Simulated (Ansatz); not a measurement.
## Ligand exchange: C2H7In + C2H8OSi2 → C2H7InO + C2H8Si2

Species: C2H7In `C[CH2][InH2]`, singlet; C2H8OSi2 `C=C[SiH2][SiH2]O`, singlet; C2H7InO `C[CH2][InH][OH]`, singlet; C2H8Si2 `C=C[SiH2][SiH3]`, singlet. The partners trade H for OH: In–H and Si–OH bonds give way to In–OH and Si–H.

Shapes, held fixed at every level: PBE0-D4/def2-TZVP. Flexible molecules stand in one conformer, not always the lowest. Programs: Ansatz 0.2.0. The zero-point and thermal change to 298 K, harmonic and unscaled (PBE0-D4/def2-TZVP), is +2.8 kJ/mol.

(1) Estimate ΔH(298 K) of this reaction.

## Answers

(1) The highest level, CCSD(T)/def2-TZVPP, gives ΔH(298 K) = +31.2 kJ/mol; the levels span +23.4 to +48.8. The column of differences is taken from that level and isn't an error. No measured value is set beside it here. For atoms past krypton def2 sets carry core potentials with scalar relativity. Outer-core shells of In are correlated in most correlated rows, in sets that cover them unevenly.

```
              level                    kind  ΔH(298 K) (kJ/mol)  less CCSD(T)/def2-TZVPP
      HF/def2-TZVPP            Hartree–Fock               +48.8                    +17.6
B3LYP-D4/def2-TZVPP           global hybrid               +33.0                     +1.8
 wB97M-V/def2-TZVPP  range-separated hybrid               +37.2                     +6.0
  B2PLYP/def2-TZVPP           double hybrid               +29.5                     -1.7
      CCSD/def2-SVP   coupled cluster or CI               +23.4                     -7.8
    CCSD/def2-TZVPP   coupled cluster or CI               +34.8                     +3.6
 CCSD(T)/def2-TZVPP   coupled cluster or CI               +31.2                      0.0
```

Every level makes the exchange endothermic, so OH prefers silicon to indium in these monomers. The thermal term is small, and the preference is essentially electronic. Both metal–oxygen bonds are polar, but silicon's compact valence orbitals overlap better with oxygen than indium's diffuse 5s and 5p orbitals do. The Si–H bond gained is also stronger than the In–H bond lost, which offsets only part of the cost of giving up Si–OH.

Hartree–Fock exaggerates the endothermicity. In the same basis, CCSD removes most of the excess and the triples a little more, so correlation favours the indium hydroxide side, probably through the oxygen lone pairs and their interaction with the indium shells. Going from def2-SVP to def2-TZVPP moves CCSD from +23.4 to +34.8 kJ/mol, a larger shift than that from the triples. The sign is therefore better supported than the exact value, and close agreement of a functional with CCSD(T) doesn't prove its accuracy. Association through hydride or hydroxide bridges, common for indium, could change the balance in condensed phases.
